TORKANCE OF A MAGNETIC TUNNEL JUNCTION AND ITS BIAS SYMMETRY: WORKED SOLUTION

0. Conventions and premises

Two ferromagnets, L (polariser) and R (free layer), are separated by a non-magnetic barrier. The unit vectors l and r point along the majority spin of L and R, opposite to the magnetisations, and l·r = cos θ. The labels σ = ±1 (in L) and σ′ = ±1 (in R) mean majority and minority; s = (s_x, s_y, s_z) are the Pauli matrices; e > 0. The bias is defined by μ_L − μ_R = eV, and I is counted positive when electrons pass from L to R. The torque on R is the rate of gain of spin angular momentum transverse to r,

τ_R = τ∥ e∥ + τ⊥ e⊥, e∥ = (l − r cos θ)/sin θ, e⊥ = (l × r)/sin θ. (1)

Positive τ∥ turns r towards l. The torkance is dτ/dV.

P1. Transfer Hamiltonian in Bardeen's sense: H = H_L + H_R + H_T, with H_T taken to lowest order, each electrode in equilibrium at its own μ, and tunnelling elastic.
P2. H_T does not act on spin: H_T = Σ (t_βα d†_β c_α + h.c.), where c_α and d_β are two-component spinor operators for interface orbitals of L and R. Spin–orbit coupling is neglected.
P3. Each electrode is uniformly magnetised, so its eigenstates are an orbital amplitude times a spinor along ±l or ±r.
P4. The spin current transverse to r is fully absorbed in R and handed to its magnetisation by exchange.
P5 (used only where stated). The junction is symmetric: a mirror in the mid-plane of the barrier maps L on R.

1. Spin current through the barrier

Step 1. Let S_R = (ħ/2) Σ d†_β s d_β. Then dS_R/dt = (i/ħ)[H_R, S_R] + (i/ħ)[H_T, S_R]. The first term is the exchange torque between carriers and magnetisation inside R. The second is the inflow Q. From [d†c, d†s d] = −d†s c and [c†d, d†s d] = c†s d,

⟨Q⟩ = (i/2) Σ ⟨t*_βα c†_α s d_β − t_βα d†_β s c_α⟩ = −Im Σ t*_βα ⟨c†_α s d_β⟩. (2)

By P2, H_T commutes with S_L + S_R, so the same vector Q leaves L. By P4, in the steady state τ_R = Q − r(r·Q).

Step 2. Take eigenstates a = (k, σ) of L and b = (q, σ′) of R, with ε_a measured from μ_L and ε_b from μ_R, so that the absolute difference is Δ_ab = ε_a − ε_b + eV. By P2 and P3 the matrix element is T_ba⟨σ′|σ⟩, where T_ba is the orbital part and ⟨σ′|σ⟩ the overlap of the spinors. For ρ_ab = ⟨c†_a d_b⟩ the equation of motion to first order in H_T is

iħ dρ_ab/dt = −Δ_ab ρ_ab + T_ba⟨σ′|σ⟩(f_a − f_b).

With H_T switched on as exp(ηt/ħ), η → 0⁺,

ρ_ab = T_ba⟨σ′|σ⟩(f_a − f_b)/(Δ_ab + iη). (3)

Step 3. Expanding (2) in eigenstates and inserting (3) gives |T_ba|² times the spin factor ⟨σ|s|σ′⟩⟨σ′|σ⟩, a trace over the projectors (1 + σ l·s)/2 and (1 + σ′ r·s)/2. With Tr(s_i s_j) = 2δ_ij and Tr(s_j s_i s_k) = −2iε_ijk,

⟨σ|s|σ′⟩⟨σ′|σ⟩ = ½[σ l + σ′ r − iσσ′ l × r], |⟨σ′|σ⟩|² = ½(1 + σσ′ cos θ). (4)

Step 4. Use 1/(Δ + iη) = 𝒫(1/Δ) − iπδ(Δ), 𝒫 denoting the principal value, and define for each of the four spin channels, with spinor overlap set to one,

I_σσ′(V) = (2πe/ħ) Σ |T_ba|² (f_a − f_b) δ(Δ_ab),
W_σσ′(V) = Σ |T_ba|² (f_a − f_b) 𝒫(1/Δ_ab). (5)

The real part of (4) pairs with the δ-function and the imaginary part with the principal value:

Q = (ħ/4e) Σ I_σσ′ (σ l + σ′ r) + ½ (l × r) Σ σσ′ W_σσ′. (6)

The same steps for the charge give

I(θ) = I_P cos²(θ/2) + I_AP sin²(θ/2), I_P = I₊₊ + I₋₋, I_AP = I₊₋ + I₋₊. (7)

Step 5. Project (6) on (1), using l·e∥ = sin θ and r·e∥ = 0:

τ∥ = (ħ/4e)(I₊₊ + I₊₋ − I₋₊ − I₋₋) sin θ, (8)
τ⊥ = ½(W₊₊ + W₋₋ − W₊₋ − W₋₊) sin θ. (9)

Equation (8) is Slonczewski's result. The in-plane torque comes from real transitions and the field-like torque from virtual ones; a golden-rule count of rates alone does not contain τ⊥.

Test of (8) by rates. The golden rule gives the spin drawn from L along l and that delivered to R along r. With A = I₊₊ − I₋₋ and B = I₊₋ − I₋₊, Q·l = (ħ/2e)[A cos²(θ/2) + B sin²(θ/2)] and Q·r = (ħ/2e)[A cos²(θ/2) − B sin²(θ/2)]. Then τ∥ = (Q·l − Q·r cos θ)/sin θ = (ħ/2e)(A + B)·2 sin²(θ/2)cos²(θ/2)/sin θ = (ħ/4e)(A + B) sin θ.

Test of (9) by energy. At V = 0 the second-order energy is E(θ) = Σ ½(1 + σσ′ cos θ) W_σσ′. Rotating r about e⊥ raises θ, so the torque along e⊥ is −dE/dθ, which is (9).

2. Low-bias in-plane torkance

Step 6. As V → 0, I_σσ′ = G_σσ′V, and (8) gives

dτ∥/dV = (ħ/4e)(G₊₊ + G₊₋ − G₋₊ − G₋₋) sin θ. (10)

Step 7. One more premise is needed to express (10) through polarisations.

P6. The channel conductances factorise: G_σσ′ = g(1 + σP_L)(1 + σ′P_R).

P_L and P_R are tunnelling polarisations of the electrode–barrier pairs, not bulk density-of-states ratios. The bracket in (10) is g[2(1 + P_L) − 2(1 − P_L)] = 4gP_L, while G_P = 2g(1 + P_L P_R) and G_AP = 2g(1 − P_L P_R). Eliminating g,

dτ∥/dV = (ħ/4e)[2P_L/(1 + P_L P_R)] G_P sin θ = (ħ/2e) P_L G_90 sin θ, (11)

where G_90 = 2g = (G_P + G_AP)/2 is the conductance at θ = 90°. The torque on R is set by the polarisation of the opposite electrode. For P_L = P_R = P,

dτ∥/dV = (ħ/4e)[2P/(1 + P²)] G_P sin θ (V → 0). (12)

Step 8. Let x = (G_P − G_AP)/G_AP be the magnetoresistance ratio. P6 gives Julliere's form x = 2P²/(1 − P²), so P² = x/(x + 2) and

2P/(1 + P²) = √(x(x + 2))/(x + 1) = 1 − (1 − P)²/(1 + P²). (13)

The factor never exceeds one and approaches it quadratically in 1 − P.

Step 9. What survives without P6. In a symmetric junction G₊₋ = G₋₊ (Step 11), so the bracket in (10) is G₊₊ − G₋₋, and (G₊₊ − G₋₋)² = G_P² − 4G₊₊G₋₋. If k∥ is conserved and one orbital per k∥ couples through the barrier, G_σσ′ = Σ w(k∥) ρ_σ(k∥) ρ_σ′(k∥) with w ≥ 0. The Cauchy–Schwarz inequality gives G₊₋² ≤ G₊₊G₋₋, hence |G₊₊ − G₋₋| ≤ √(G_P² − G_AP²). The right-hand side is G_P times the factor (13). In that class of junctions (12), with P taken from x, is an upper bound, reached when ρ₋/ρ₊ is the same for all k∥ that conduct.

3. Parity in the bias

Step 10. An argument that needs neither P1 nor P6. Without spin–orbit coupling, Q can depend on spin directions only through l and r:

Q(V; l, r) = α l + β r + γ l × r,

with α, β, γ functions of V and cos θ. Then τ∥ = α sin θ and τ⊥ = γ sin θ. Apply the mirror of P5 to the orbital coordinates only, which is a symmetry because spin and orbit are decoupled. It exchanges the electrodes, reverses the bias and reverses the direction of flow: Q(V; l, r) = −Q(−V; r, l). Since r × l = −l × r,

γ(V) = γ(−V), α(V) = −β(−V). (14)

The field-like torque is even in V. The in-plane torque on R at V is tied to that on L at −V, not to itself, so it has no definite parity. At V = 0 time reversal is also available. It reverses l and r and leaves a spin current unchanged, spin and velocity both being odd. The terms α l and β r change sign under l, r → −l, −r, so α(0) = β(0) = 0, while γ(0) is allowed. Where the functions are analytic at V = 0,

τ⊥ = (b₀ + b₂V² + b₄V⁴ + …) sin θ, τ∥ = (a₁V + a₂V² + a₃V³ + …) sin θ. (15)

Under P1 the coefficients do not depend on θ, by (8) and (9). The field-like torkance 2b₂V sin θ vanishes at zero bias, and b₀ is the equilibrium interlayer exchange coupling.

Step 11. The same result channel by channel. The mirror gives I_σσ′(V) = −I_σ′σ(−V) and W_σσ′(V) = W_σ′σ(−V), because f_a − f_b and Δ_ab both change sign. Hence (9) is even. In (8), A = I₊₊ − I₋₋ is odd. B = I₊₋ − I₋₊ obeys B(−V) = −I₋₊(V) + I₊₋(V) = B(V), so it is even and has no linear term, which is G₊₋ = G₋₊. The odd part of τ∥ is fixed by the spin current of the parallel state and the even part by that of the antiparallel state. Since I_P is odd, (12) read with constant P and G_P = dI_P/dV at finite bias would make τ∥ odd; it therefore gives a₁ only and cannot contain a₂.

Step 12. Size of a₂. Let the interface weight of each spin vary as 1 + λ_σ ε near the Fermi level, with a rigid barrier and T = 0. States with −eV < ε_a < 0 and ε_b = ε_a + eV contribute:

I_σσ′ = (G_σσ′/e) ∫ (1 + λ_σ ε)(1 + λ_σ′(ε + eV)) dε = G_σσ′[V + ½(λ_σ′ − λ_σ)eV² − λ_σλ_σ′e²V³/6].

Then B = G₊₋(λ₋ − λ₊)eV², and with G₊₋ = G_P(1 − P²)/(2(1 + P²)),

a₂/a₁ = e(λ₋ − λ₊)(1 − P²)/(4P). (16)

Step 13. Coefficients of τ⊥. If T_ba does not change with bias, (5) shows that a pair with ε_a − ε_b = −eV′ contributes to I at V′ and to W at V with denominator e(V − V′). So W_σσ′(V) = (ħ/2πe) 𝒫∫ I_σσ′(V′) dV′/(V − V′), and with ΔI = I_P − I_AP,

τ⊥(V) = (ħ/4πe) sin θ 𝒫∫ ΔI(V′) dV′/(V − V′). (17)

The integral is a convolution, so derivatives may be moved onto ΔI:

b₀ = −(ħ/4πe) 𝒫∫ ΔI dV′/V′, b₁ = −(ħ/4πe) 𝒫∫ ΔI′ dV′/V′, b₂ = −(ħ/8πe) 𝒫∫ ΔI″ dV′/V′. (18)

For a symmetric junction ΔI is odd, ΔI′/V′ is odd and b₁ = 0. An asymmetric junction has an even part in ΔI and in general a linear term b₁V. The integrals reach out to the band width, so b₀ and b₂ are not Fermi-level properties.

4. Half-metallic limit

Step 14. Let both electrodes have a minority gap from −eV_v to +eV_c about the Fermi level. At T = 0 and V > 0, I₊₋ needs empty minority states in R and starts at V = V_c; I₋₊ needs filled minority states in L and starts at V = V_v; I₋₋ starts at V_c + V_v. For |V| < min(V_c, V_v) only I₊₊ = I_P flows, and (8) and (7) become

τ∥ = (ħ/4e) I_P(V) sin θ, I = I_P cos²(θ/2), τ∥/I = (ħ/2e) tan(θ/2). (19)

Three consequences follow. The torkance is (ħ/4e)(dI_P/dV) sin θ throughout the window, with no appeal to P6. Because I_P is odd, τ∥ is odd and a₂ = 0, in line with (16) at P = 1. At θ = 90° each transmitted electron delivers ħ/2 of transverse spin. The growth of τ∥/I near θ = 180° reflects the vanishing current; at fixed voltage the torque stays proportional to sin θ.

Step 15. Beyond the window, let the minority interface weight outside the gap be a constant fraction κ of the majority one. Then, up to the far band edges,

B = κG_P[(|V| − V_c)₊ − (|V| − V_v)₊], (20)

where (y)₊ = max(y, 0). The even part of τ∥ appears as a threshold, not as a₂V², and its sign tells which gap edge is nearer: positive for the conduction edge.

Step 16. The gap does not remove the minority states from τ⊥. For flat bands ΔI is piecewise linear. If its slope changes by w_jG_P at V_j > 0, and oppositely at −V_j, (18) gives

b₂ = −(ħ/4πe) G_P Σ w_j/V_j. (21)

Let all bands end at ±eV_D. I₊₊ is G_P V up to V_D and G_P(2V_D − V) up to 2V_D, so w = −2 at V_D and +1 at 2V_D. I₊₋, in units of κG_P, changes slope by +1 at V_c, −1 at V_D, −1 at V_D + V_c and +1 at 2V_D; I₋₊ does the same with V_v; both enter ΔI with a minus sign. I₋₋, in units of κ²G_P, changes slope by +1 at V_c + V_v, −1 at V_D + V_c, −1 at V_D + V_v and +1 at 2V_D. Therefore

b₂ = (ħ/4πe) G_P [3/(2V_D) + κK₁ − κ²K₂], (22)
K₁ = 1/V_c + 1/V_v − 1/V_D − 1/(V_D + V_c) − 1/(V_D + V_v),
K₂ = 1/(V_c + V_v) + 1/(2V_D) − 1/(V_D + V_c) − 1/(V_D + V_v).

A pair of kinks at ±V_j adds to the integral in (17) the bias dependence −w_jG_P V_j Φ(V/V_j), with Φ(y) = (1 + y)ln(1 + y) + (1 − y)ln(1 − y) = y² + y⁴/6 + …, so the even series (15) converges only up to the nearest gap edge. The majority channel alone gives b₀ = −(ħ/4πe) G_P · 2[V_D + ∫(2V_D − V′)dV′/V′], the integral running from V_D to 2V_D, which is −(ħ/4πe) G_P · 4V_D ln 2. Negative b₀ means E ∝ −cos θ, a coupling that favours parallel alignment.

Step 17. Half-metallic polariser, ordinary free layer. Setting P_L = 1 in (11),

dτ∥/dV = (ħ/4e)[2/(1 + P_R)] G_P sin θ = (ħ/2e) G_90 sin θ. (23)

The factor multiplying G_P now exceeds one. P5 fails, so neither b₁ = 0 nor a₂ = 0 is protected.

5. Range of validity

(a) Equations (8) and (9) need weak transmission per channel, since corrections are of relative order the transmission and bring in higher harmonics of θ.
(b) Equation (12) holds for V → 0, equal polarisations and factorised conductances. Equation (19) holds for |V| below the nearer minority edge and k_BT small against it.
(c) The parity (14) needs only spin conservation in the barrier, P4 and P5. It fails for unlike electrodes or interfaces, a barrier with a built-in slope, appreciable spin–orbit coupling, or a free layer too thin to absorb the transverse spin.
(d) Magnon-assisted tunnelling, minority interface states and atomic disorder open the +− and −+ channels inside the nominal gap. They lower the effective P and restore a₂. In a symmetric stack they leave τ⊥ even.
(e) Equations (17), (18), (21) and (22) assume a rigid barrier. If bias multiplies |T|² by 1 + cV², b₂ gains the term cb₀, whose size is given below.
(f) V is the voltage across the barrier; series resistance is to be removed.

6. Numerical illustration: Co₂MnSi/MgO/Co₂MnSi

Assumed inputs: parallel resistance–area product RA = 10 Ω µm², pillar diameter 40 nm, free layer t = 2 nm. For Co₂MnSi take the approximate lattice constant 5.65 Å with four formula units per cubic cell and 5 μ_B per formula unit. The minority gap is modelled by V_c = 0.2 V and V_v = 0.4 V; the total is of the typical order for this compound, but the place of the Fermi level in it is uncertain, and a Fermi level near one edge would shrink the window. Illustrative band parameters: V_D = 2 V, κ = 0.1, c = 1 V⁻².

Area = π(20 nm)² = 1257 nm², R_P = 7.96 kΩ, G_P = 0.1257 mS, M_s = 20 μ_B/(5.65 Å)³ = 1.03 × 10⁶ A/m.

In-plane torque at P = 1. With ħ/4e = 1.6455 × 10⁻¹⁶ J/A,
a₁ = (ħ/4e)G_P = 2.07 × 10⁻²⁰ J/V = 0.063 (ħ/2e) kΩ⁻¹.
Per area this is 1.65 × 10⁻⁵ J m⁻² V⁻¹. Dividing by M_s t gives the equivalent field μ₀H = 8.0 mT per volt, or 0.80 mT at 0.1 V, equal and opposite for the two polarities.

Finite polarisation. Typical ratios serve as inputs to (13): x ≈ 20 near liquid-helium temperature and x ≈ 3.5 at room temperature for Co₂MnSi/MgO/Co₂MnSi, and x ≈ 1.5 for the CoFeB/MgO/CoFeB stack of embedded memory. At the same G_P and θ = 90°, in (ħ/2e) kΩ⁻¹:

ideal half-metals: P = 1, factor 1, torkance 0.063
x = 20: P = 0.953, factor 0.9989, torkance 0.063
x = 3.5: P = 0.798, factor 0.9750, torkance 0.061
x = 1.5 (CoFeB both sides): P = 0.655, factor 0.9165, torkance 0.058
ideal polariser, CoFeB free layer, (23): factor 1.209, torkance 0.076

Against the CoFeB stack, two half-metals gain a factor 1.09 at equal G_P. At equal G_90 a half-metallic polariser gains 1/P = 1.53.

Leakage and thresholds. At 300 K, thermal access to the conduction edge gives G₊₋/G₊₊ ≈ κ f(eV_c), with the Fermi function f = 4.4 × 10⁻⁴, which is negligible; a ratio as low as x ≈ 3.5 must come from the processes in (d). At V = ±0.3 V, (20) gives B = G_P × 0.010 V, so τ∥ is proportional to +0.31 and −0.29, an even part of 3.3 % of the odd part.

Field-like torque. K₁ = 6.13 V⁻¹ and K₂ = 1.05 V⁻¹, so the bracket in (22) is 0.75 + 0.613 − 0.010 = 1.35 V⁻¹. Virtual transitions to the gap edges contribute almost as much as the majority band. At 0.1 V, b₂V²/(a₁V) = 1.35 × 0.1/π = 0.043, and the quartic term of the nearest edge is (V/V_c)²/6 = 4.2 % of its quadratic term. The majority value of b₀ corresponds to 4V_D ln 2 = 5.5 V, that is 0.029 erg/cm² (mJ/m²) or a static field of 14 mT. The neglected term cb₀ then amounts to −5.5 V⁻¹ on the scale of the bracket, about four times larger than 1.35 V⁻¹ and of opposite sign, and in magnitude 0.18 of the in-plane torque at 0.1 V. The rigid-barrier model therefore fixes neither the size nor the sign of b₂; only its parity is secure.

All these numbers are the model's. As typical knowledge, real Co₂MnSi junctions at room temperature fall far short of the infinite magnetoresistance of the ideal limit, more so at a barrier as thin as RA = 10 Ω µm² implies, and the equilibrium coupling across thin MgO is often antiparallel, opposite in sign to the b₀ found here. The in-plane torkance at given G_P is far less sensitive: by (13), x = 3.5 lowers it by 2.5 % and x = 1.5 by 8 % from the half-metallic value of 0.063 (ħ/2e) kΩ⁻¹.